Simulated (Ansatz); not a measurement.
# A series in volume scale on TaN

Results calculated with Ansatz 0.2.0, not measured. Free energy against uniform scaling of the volume at fixed shape and fractions; periodic cell, basis, potentials, k mesh and filling as listed.

The cell before it is scaled or strained (space group P6/mmm, No. 191):
```
CELL_PARAMETERS angstrom
5.19100 0.00000 0.00000
-2.59550 4.49550 0.00000
0.00000 0.00000 2.90800
ATOMIC_POSITIONS crystal
Ta 0.00000 0.00000 0.00000
Ta 0.33333 0.66667 0.50000
Ta 0.66667 0.33333 0.50000
N 0.50000 0.00000 0.00000
N 0.50000 0.50000 0.00000
N 0.00000 0.50000 0.00000
```

Settings of every row: functional PBEsol; dispersion none; potentials PAW; wave cutoff 517.02 eV; density cutoff 2068.1 eV; k mesh 5x5x8; k shift 0x0x0; occupations methfessel paxton; smearing width 0.15 eV; spin none.

Limits: coarse k mesh, up to 40 meV an atom off; no spin-orbit coupling, which can matter with elements this heavy.

```
row  volume scale  V (Å³/atom)  pressure (GPa)  energy above lowest point (meV/atom)
  1          0.88        9.953           55.47                                 214.4
  2          0.92       10.405           33.32                                  90.2
  3          0.96       10.858            15.4                                  22.3
  4             1        11.31               ?                                     ?
  5          1.04       11.763          -10.87                                  14.7
  6          1.08       12.215          -20.38                                  59.3
  7          1.12       12.667          -28.07                                 128.1
```

Question: what pressure should row 4 give?

Worked fit of pressure. Take u = (V_r/V)^(2/3) − 1 with V_r = 11.311 Å³ an atom, which is twice the finite (Eulerian) strain; such expansions in the strain, on which the Birch-Murnaghan equation of state is built, carry the rest volume and the bulk modulus. The shown rows have u = 0.08901, 0.05724, 0.02762, -0.02578, -0.04997, -0.0727. Least squares give pressure = 0.872 + 488.57 × u + 1315.2 × u² + 976 × u³ GPa; a parabola predicts inner rows, each left out in turn, worse (root mean square 0.17 against 0.016 GPa). The rows lie off it by 0.00, -0.01, 0.01, 0.00, 0.00, 0.00. The pressure vanishes at u = -0.0018, or V = 11.34 Å³ an atom, and there the bulk modulus at fixed shape and fractions is B = −V dP/dV = (2/3)(1 + u) dP/du = 322 GPa. Letting shape and atoms relax would as a rule lower it, by much in layered, chain or molecular crystals. The withheld row has u = 6e-05, so the fit gives 0.872 + 488.57 × (6e-05) + 1315.2 × (6e-05)² + 976 × (6e-05)³ = 0.90 GPa.

The calculation gave 0.88 GPa. The fit lies 0.02 GPa (2.3 % of the value, 0.024 % of the column's range) above it; its largest miss of a shown row is 0.01 GPa.

The other values of row 4: energy above lowest point 0 meV/atom.
